Worked problem: the one-dimensional density of states at the ring minimum of the BiTeI surface band

Statement

The lowest electron band at the Te-terminated (0001) surface of BiTeI is modelled by the two-dimensional Rashba Hamiltonian

H = ħ²k²/2m + α(σx ky − σy kx),   (1)

where k = (kx, ky) is measured from the centre of the surface Brillouin zone, σx and σy are Pauli matrices, and α > 0. Take m = 0.10 mₑ and α = 3.8 eV Å. These are approximate inputs, chosen so that the model has the ring radius of about 0.05 Å⁻¹ and the ring depth of about 0.1 eV that are typical of this material. Use ħ²/mₑ = 7.620 eV Å². The electrons are independent, only this pair of branches is occupied, and n is the number of electrons per unit area.

(a) Find the radius k0 and depth E0 of the ring minimum, and derive n(E) and the density of states g(E) below and above the crossing at k = 0.

(b) At T = 0, find the Fermi energy, the Fermi radii, g(E_F) and the quantum capacitance e²g for n = 1.0, 2.0, 4.0 and 12 × 10¹² cm⁻², and the density n_c at which the inner contour closes.

(c) Find the gate swing that takes n from 1.0 to 4.0 × 10¹² cm⁻² through 5.0 nm of HfO2 with the typical relative permittivity 20.

(d) Find the chemical potential for n = 2.0 × 10¹² cm⁻² at 4.2 K and at 77 K.

(e) Estimate the neglected terms with three assumed, illustrative inputs: a warping term λk³cos(3θ)σz with λ = 100 eV Å³, a cubic radial term of relative strength b = −1/2 (defined below), and an effective permittivity of 10 for the Coulomb repulsion.

(f) Repeat (a) for an InGaAs quantum-well channel with the typical values m = 0.040 mₑ and α = 0.10 eV Å.

Intermediate values carry three or four figures so that the arithmetic can be followed; the inputs support two.

Solution

(a) The ring and its state count

The spin term of (1) squares to α²k², so the eigenvalues are ħ²k²/2m ± αk with k = |k|. Completing the square and placing the zero of energy at the lowest point of the spectrum gives

E∓(k) = ħ²(k ∓ k0)²/2m,   k0 = mα/ħ²,   E0 = ħ²k0²/2m = αk0/2.   (2)

The lower branch E− has its minimum on the whole circle k = k0. The two branches touch at k = 0, at the energy E0, and the upper branch has no states below E0. With ħ²/m = 76.20 eV Å²,

k0 = 3.8 eV Å / 76.20 eV Å² = 0.04987 Å⁻¹,
E0 = 3.8 eV Å × 0.04987 Å⁻¹ / 2 = 94.75 meV.

Define the radial wave number q = √(2mE)/ħ, so that q = k0 at E = E0. For E < E0 the condition E−(k) < E holds for k0 − q < k < k0 + q, and the Fermi sea is an annulus. Each branch holds one state per area (2π)² of the k plane per unit area of surface, hence

n = π[(k0 + q)² − (k0 − q)²]/(2π)² = k0q/π = k0√(2mE)/(πħ),   (3)

g(E) = dn/dE = (k0/πħ)√(m/2E),   0 < E < E0.   (4)

The origin of the inverse square root is seen by writing (3) as n = k0 × (q/π). The factor q/π is the density of a spinless one-dimensional gas filled from −q to q, and k0 = 2πk0/2π is the number of such one-dimensional channels per unit length that fit along the ring. The energy depends on the radial coordinate alone, and the motion along the ring only supplies a multiplicity. The result is exact for the band (2), and not only for a thin annulus: the outer contour contributes to g in proportion to (k0 + q)/q and the inner one in proportion to (k0 − q)/q, both with radial speed ħq/m, and the terms ±q cancel in the sum.

Equations (3) and (4) count one non-degenerate branch. In the Rashba band the spin direction is locked to k, each k of the lower branch holds one electron, and no factor 2 is to be added. A ring extremum of the same shape in a spin-degenerate band would have both n and g doubled.

Inverting (3),

E_F = π²ħ²n²/(2mk0²) = E0(n/n_c)²,   n_c = k0²/π.   (5)

The Fermi energy grows as n² until the inner radius k0 − q shrinks to zero at n = n_c. With g0 = m/(πħ²), equation (4) reads g = g0√(E0/E) = g0 n_c/n, and n_c = 2g0E0. The mean band energy per electron is ∫E g dE/n = E_F/3, the one-dimensional ratio, where a parabolic two-dimensional band has E_F/2.

For E > E0 the lower branch is filled in a disc of radius q + k0 and the upper branch in a disc of radius q − k0, so that

n = [(q + k0)² + (q − k0)²]/4π = n_c/2 + g0E,   g = g0,   E > E0.   (6)

Both n and g are continuous at E0; the slope of g jumps from −g0/2E0 to zero. Above the crossing the density of states is that of a spin-degenerate parabolic band of mass m, with α absent.

(b) Filling at zero temperature

With 1 Å⁻² = 10¹⁶ cm⁻²,

n_c = (0.04987 Å⁻¹)²/π = 7.916 × 10¹² cm⁻²,
g0 = 1/(π × 76.20 eV Å²) = 4.177 × 10¹³ eV⁻¹ cm⁻².

For n = 2.0 × 10¹² cm⁻² the ratio n/n_c is 0.2526. Then q = πn/k0 = 0.01260 Å⁻¹, E_F = 6.05 meV, and the mean energy per electron is 2.02 meV. The speed ħq/m on either contour is 1.46 × 10⁵ m/s, directed outward on the outer circle and inward on the inner one. The columns below are n in 10¹² cm⁻², E_F in meV above the ring minimum, the inner and outer radii in Å⁻¹, g(E_F) in 10¹³ eV⁻¹ cm⁻², and e²g in µF/cm².

n        E_F     k_in      k_out     g       e²g
1.0      1.51    0.0436    0.0562    33.1    53.0
2.0      6.05    0.0373    0.0625    16.5    26.5
4.0      24.2    0.0247    0.0751    8.27    13.2
7.916    94.75   0         0.0997    4.18    6.69
12       193     0.0212    0.1210    4.18    6.69

The first three rows follow from (4) and (5): each doubling of n multiplies E_F by four and halves g. The last row follows from (6). Its inner circle belongs to the upper branch, so its spin winds in the sense opposite to that of the outer circle, whereas in the annulus both circles lie on the lower branch and wind in the same sense. The mean of the two radii in the annulus stays at k0, and their difference 2q = 2πn/k0 measures n directly.

(c) Gate swing

The oxide capacitance is C_ox = 20ε0/5.0 nm = 3.54 µF/cm². If all induced charge enters this band, the gate voltage changes by ΔV = eΔn/C_ox + ΔE_F/e. For Δn = 3.0 × 10¹² cm⁻² the oxide term is 136 mV and the band term is 22.7 mV, in total 158 mV. With the constant density of states g0 the band term would be Δn/(e g0) = 71.8 mV. The ring absorbs charge with a small rise of the Fermi level, and in the independent-electron model the inverse quantum capacitance 1/(e²g) = n/(e²g0n_c) is linear in n up to n_c and flat beyond it.

(d) Finite temperature

If k_BT and the chemical potential µ are both small compared with E0, the form (4) can be used at all energies. With η = µ/k_BT and the Fermi-Dirac integral F₋₁/₂(η) = (1/√π)∫₀^∞ x^(−1/2) dx/(e^(x−η) + 1),

n = (k0/Λ) F₋₁/₂(η),   Λ = √(2πħ²/(m k_BT)),   (7)

which is again k0 times the density of a one-dimensional gas, Λ being the thermal wavelength.

At 4.2 K, k_BT = 0.362 meV is small compared with E_F, and the Sommerfeld expansion gives µ − E_F = −(π²/6)(k_BT)² g′/g. Here g′/g = −1/(2E_F), so

µ − E_F = +(π²/12)(k_BT)²/E_F = 0.018 meV.

The shift is upward, because thermal smearing moves electrons from a region of high density of states to a region of low density of states.

At 77 K, k_BT = 6.635 meV is comparable with E_F and (7) has to be solved as it stands. Λ = 268.6 Å, so F₋₁/₂(η) = nΛ/k0 = 1.077, whose root is η = 1.11, and µ = 7.4 meV. The chemical potential lies above its zero-temperature value of 6.05 meV. The crossing is 13 k_BT above µ, so the replacement of (6) by (4) above E0 has no visible effect.

(e) What the model leaves out

Warping. The surface has threefold symmetry with mirror planes. With θ the polar angle of k from the kx axis, taken normal to a mirror plane, this symmetry allows the term λk³cos(3θ)σz, and the lower branch becomes ħ²k²/2m − √(α²k² + λ²k⁶cos²3θ). Expanding the root at k = k0, the floor of the ring drops by

Δ_w cos²3θ,   Δ_w ≈ λ²k0⁵/(2α).

The ring breaks into six minima separated by six saddle points. Within Δ_w of the bottom the divergence of (4) is replaced by a finite step at the minima and a logarithmic peak at the saddles. For the assumed λ, Δ_w is about 0.4 meV. Equation (5) puts E_F at this value for n = n_c√(Δ_w/E0), about 5 × 10¹¹ cm⁻², so the n² law is lost near and below that density, and even the first row of the table is only a few Δ_w above the floor. Δ_w scales as λ². A level broadening from disorder cuts off the divergence in the same way, at E of the order of the width.

Radial anharmonicity. Any smooth isotropic ring obeys (3) and (4) near its bottom, with m read as the radial curvature mass at k0. Write δ = (k − k0)/k0 and E = E0(δ² + bδ³), with E0 = ħ²k0²/2m as before. With s = √(E/E0) the two roots are δ± = ±s − bs²/2 ± 5b²s³/8 + ..., and n = k0²[(1 + δ+)² − (1 + δ−)²]/4π gives

n = (k0q/π)[1 + (5b²/8 − b/2)E/E0 + ...].

The correction of relative order √E cancels between the two contours, and a quartic term would enter at the same order E/E0. For b = −1/2 the coefficient is 13/32, and at the Fermi energies of the first three rows the leading correction to n is 0.6, 2.6 and 10 per cent; at fixed n the relative change of E_F is about twice as large and of opposite sign. A correction of this kind is expected in BiTeI. The term ħ²k²/2m at the outer radius 2k0 equals 4E0 = 379 meV, similar to the typical bulk gap of about 0.4 eV, where a k·p expansion cut at second order is no longer accurate. The value of n_c and the last two rows of the table are therefore less secure than the first three. For a general isotropic band n_c is k_out²/4π, with k_out the outer radius at the crossing energy.

Coulomb repulsion. With r = 1/√(πn) and an effective permittivity of 10, the energy e²/(4πε0 × 10 × r) at n = 2.0 × 10¹² cm⁻², where r = 39.9 Å, is 36 meV, or 6.0 times E_F. At n_c, where r = 1/k0, it is 72 meV, or 0.76 times E0. Within the annulus the ratio grows as n^(−3/2) on lowering the density. This is the largest neglected term. Unless a nearby gate or bulk carriers screen the repulsion, exchange and correlation contribute to dµ/dn at least as much as the band term does, so the capacitances in (b) and the 22.7 mV in (c) are the band contributions only. The counting n = (k_out² − k_in²)/4π remains valid as long as the Fermi sea remains an isotropic annulus on one branch.

(f) The same ring in an InGaAs channel

From (2) and (5), k0 = 0.040 × 0.10 eV Å / 7.620 eV Å² = 5.25 × 10⁻⁴ Å⁻¹, E0 = 26 µeV (E0/k_B = 0.30 K) and n_c = 8.8 × 10⁸ cm⁻². The radius scales as mα, and is 95 times smaller than in the BiTeI model; n_c scales as (mα)² and E0 as mα². A channel at a typical density of order 10¹² cm⁻² is more than a thousand times above n_c and always follows (6): the spin splitting shows in the difference 2k0 of the two Fermi radii, while g stays at m/(πħ²).

All these numbers are the model's. For BiTeI the inputs were chosen to give the typical ring size and depth, so k0, E0 and n_c of about 8 × 10¹² cm⁻² carry no independent test. As typical knowledge, crystals as grown are degenerately n-type, and the Te-terminated surface accumulates electrons, so that its Fermi level usually lies above the crossing, with higher subbands and bulk states also occupied. That situation resembles the last row of the table, with a total electron count larger than the one assigned there to a single pair of branches. The annulus regime of the first three rows requires a compensated or very thin crystal in which the surface band is depleted below n_c while the other channels are empty.